# Image-force rounding of the tunnelling exponent across contacts

## Model

A carrier tunnels from a planar metal ($x<0$) into a dielectric with uniform field $F$, permittivity $\varepsilon=\varepsilon_r\varepsilon_0$ and parabolic mass $m=m^*m_0$. Energies are counted from the metal Fermi level, upward for electrons and downward for holes (p-type diamond in reverse bias). $\phi$ is the barrier height without image lowering.

$$U(x)=\phi-qFx-\frac{q^2}{16\pi\varepsilon x}$$

The top of $U$ is at $\phi-\Delta\phi$, with $\Delta\phi=\sqrt{q^3F/4\pi\varepsilon}=0.379\,\text{eV}\,\sqrt{F/\varepsilon_r}$ for $F$ in MV/cm.

## Exponent

WKB: $D=e^{-G}$, $G=(2/\hbar)\int\sqrt{2mU}\,dx$. Put $x=L\xi$, $L=\phi/qF$, $y=\Delta\phi/\phi$. Then $U/\phi=1-\xi-y^2/4\xi$, with zeros $\xi_\pm=\tfrac12(1\pm\sqrt{1-y^2})$, and

$$G=G_0\,v(y),\qquad G_0=\frac{4\sqrt{2m}\,\phi^{3/2}}{3\hbar qF}=68.3\,\frac{\sqrt{m^*}\,\phi^{3/2}}{F}\quad(\text{eV, MV/cm})$$

$$v=\frac32\int_{\xi_-}^{\xi_+}\!\sqrt{1-\xi-\frac{y^2}{4\xi}}\;d\xi=\sqrt{1+y}\,\big[E(\mu)-yK(\mu)\big],\qquad \mu=\frac{1-y}{1+y}$$

$K$ and $E$ are the complete elliptic integrals of parameter $\mu$ (modulus squared). The Nordheim function $v$ falls from $v(0)=1$ to $v(1)=0$. At small $y$, $v\simeq1-(\tfrac98\ln2+\tfrac3{16})y^2+\tfrac38y^2\ln y$. The logarithm is the $1/\xi$ tail integrated from $\xi_-\approx y^2/4$ to order 1. The interpolation of Forbes (2006) covers $0\le y\le1$:

$$v\approx1-y^2+\tfrac13y^2\ln y$$

## Prefactor

Since $G_0\propto\phi^{3/2}$ and $y\propto1/\phi$,

$$\frac1d\equiv\frac{dG}{d\phi}=\frac{3G_0}{2\phi}\,t,\qquad t=v-\frac23\,y\frac{dv}{dy}\approx1+\frac{y^2}{9}(1-\ln y)$$

At $T=0$ a state at depth $u$ in energy below the Fermi level, with parallel wavevector $k_\parallel$, sees the height $\phi+u+\hbar^2k_\parallel^2/2m$. Linearising $G$ and summing over both spins gives

$$J=\frac{qm}{2\pi^2\hbar^3}\,d^2e^{-G}=\frac{q^3F^2}{16\pi^2\hbar\phi\,t^2}\,e^{-G_0v}$$

Relative to the triangular barrier, $J/J_0=e^{\Delta G}/t^2$ with $\Delta G=G_0(1-v)$. A different supply mass rescales $J$ and $J_0$ alike. The divisor $t^2$ runs only from 1 to $\pi^2/8=1.23$.

## The controlling parameter

The field cancels in $G_0y^2$:

$$\eta\equiv G_0y^2=\frac83\sqrt{\frac{R^*}{\phi}},\qquad R^*=13.6\ \text{eV}\times\frac{m^*}{\varepsilon_r^2},\qquad \Delta G\approx\eta\left(1-\tfrac13\ln y\right)$$

## Comparison

For diamond $\varepsilon_r=5.7$ is the compiled value, both static (Ioffe Institute) and high-frequency (Skelton 2020). All other $\phi$, $m^*$, $\varepsilon_r$ are typical, approximate inputs and the fields are illustrative. The diamond mass is a light-hole value. The polar solids take high-frequency permittivities. Entries use the elliptic $v$ and are the model's numbers.

| Contact | $\phi$ (eV) | $m^*$ | $\varepsilon_r$ | $F$ (MV/cm) | $y$ | $v$ | $G_0$ | $\eta$ | $\Delta G$ | $t^2$ | $J/J_0$ |
|---|---|---|---|---|---|---|---|---|---|---|---|
| metal/p-diamond | 1.5 | 0.30 | 5.7 | 5 | 0.237 | 0.915 | 13.7 | 0.77 | 1.17 | 1.03 | 3.1 |
| Ni/n-4H-SiC | 1.6 | 0.33 | 6.7 | 3 | 0.159 | 0.958 | 26.5 | 0.67 | 1.11 | 1.02 | 3.0 |
| Ni/n-GaN | 1.0 | 0.20 | 5.3 | 3 | 0.285 | 0.882 | 10.2 | 0.83 | 1.20 | 1.04 | 3.2 |
| Al/SiO$_2$ | 3.2 | 0.42 | 2.1 | 10 | 0.259 | 0.901 | 25.3 | 1.70 | 2.51 | 1.03 | 12 |
| W/vacuum | 4.5 | 1 | 1 | 50 | 0.596 | 0.581 | 13.0 | 4.64 | 5.46 | 1.12 | $2.1\times10^2$ |

Diamond in detail: $\Delta\phi=0.355$ eV, $L=3.0$ nm, $R^*=0.126$ eV. The interpolation gives $v=0.917$, high by 0.0018, which shifts $G$ by 0.024.

## Trend

- **$\eta$ orders the rows.** $\Delta G/\eta=(1-v)/y^2$ stays between 1.2 (W) and 1.7 (SiC). Diamond and W have nearly equal $G_0$, yet $\Delta G$ is 1.17 against 5.46.
- **Screening dominates.** $\eta\propto\sqrt{m^*/\phi}\,/\varepsilon_r$. The three semiconductors have similar $\varepsilon_r$ and $m^*/\phi$, so all give about a factor 3. The oxide screens less, vacuum not at all.
- **$v$ alone misleads.** SiC has the $v$ closest to 1, but this multiplies the largest $G_0$.
- **Field enters through $\ln y$.** Doubling $F$ on diamond halves $G_0$ and lowers $\Delta G$ by only about $(\eta/6)\ln2=0.09$. In a plot of $\ln(J/F^2)$ against $1/F$ the slope from the exponent is multiplied by $s=v-\tfrac12y\,dv/dy\approx1-y^2/6$, 0.99 for diamond. The rounding appears in the intercept.
- **Lowering is not thinning.** Putting $\phi-\Delta\phi$ into the triangular formula gives $G_0[1-(1-y)^{3/2}]=4.6$ for diamond instead of 1.17. That shortcut is first order in $y$, the true change of order $y^2\ln y$, because away from the top the main effect is not a rigid shift: the image term decays as $1/x$ across most of the width.

## Neglected terms

Sizes are for the diamond row unless noted, to be set against $\Delta G=1.17$.

- **Short range.** The inner turning point is $L\xi_-=0.043$ nm. The layer $x<0.15$ nm, about one C–C bond, supplies 0.52 of $\Delta G$, and a continuum image is unreliable there. Without it $\Delta G=0.64$ and $e^{\Delta G}=1.9$.
- **Non-parabolic decay.** The two-band form $\hbar^2\kappa^2/2m=U(1-U/E_g)$ lowers $G_0$ by the fraction $3\phi/10E_g$ to first order. With the compiled gap 5.48 eV (Chen 2018) this is 0.082, or 1.1 in $G$. It is only a rough size, since that gap is indirect.
- **Space charge.** Ionised acceptors of density $N$ add $q^2Nx^2/2\varepsilon$ to $U$. With $\delta=qNL/\varepsilon F$, $G_0$ rises by $\tfrac25\delta G_0$ to first order: 0.10 at $10^{18}$ cm$^{-3}$, 1.0 at $10^{19}$ cm$^{-3}$. Heavily boron-doped contacts need the parabolic barrier.
- **Mass.** A heavy-hole-like $m^*=0.6$ scales $G_0$ and $\Delta G$ by $\sqrt2$, to 19.4 and 1.65.
- **Temperature.** The Fermi tail multiplies $J$ by $\pi p/\sin\pi p$, $p=k_BT/d<1$ (Murphy and Good 1956). At 300 K diamond has $d=72$ meV, $p=0.36$, factor 1.25. The SiC row has $d=40$ meV, $p=0.65$, approaching thermionic-field emission.
- **Which $\varepsilon_r$.** In polar solids the lattice may partly follow the carrier. The typical static value 3.9 for SiO$_2$ cuts $\eta$ from 1.70 to 0.91. Diamond has no such ambiguity.

For the diamond contact the model's image enhancement is therefore a factor of 2 to 3, matched in size by band-structure and doping terms, while the ordering semiconductor < oxide < vacuum follows from $\eta$.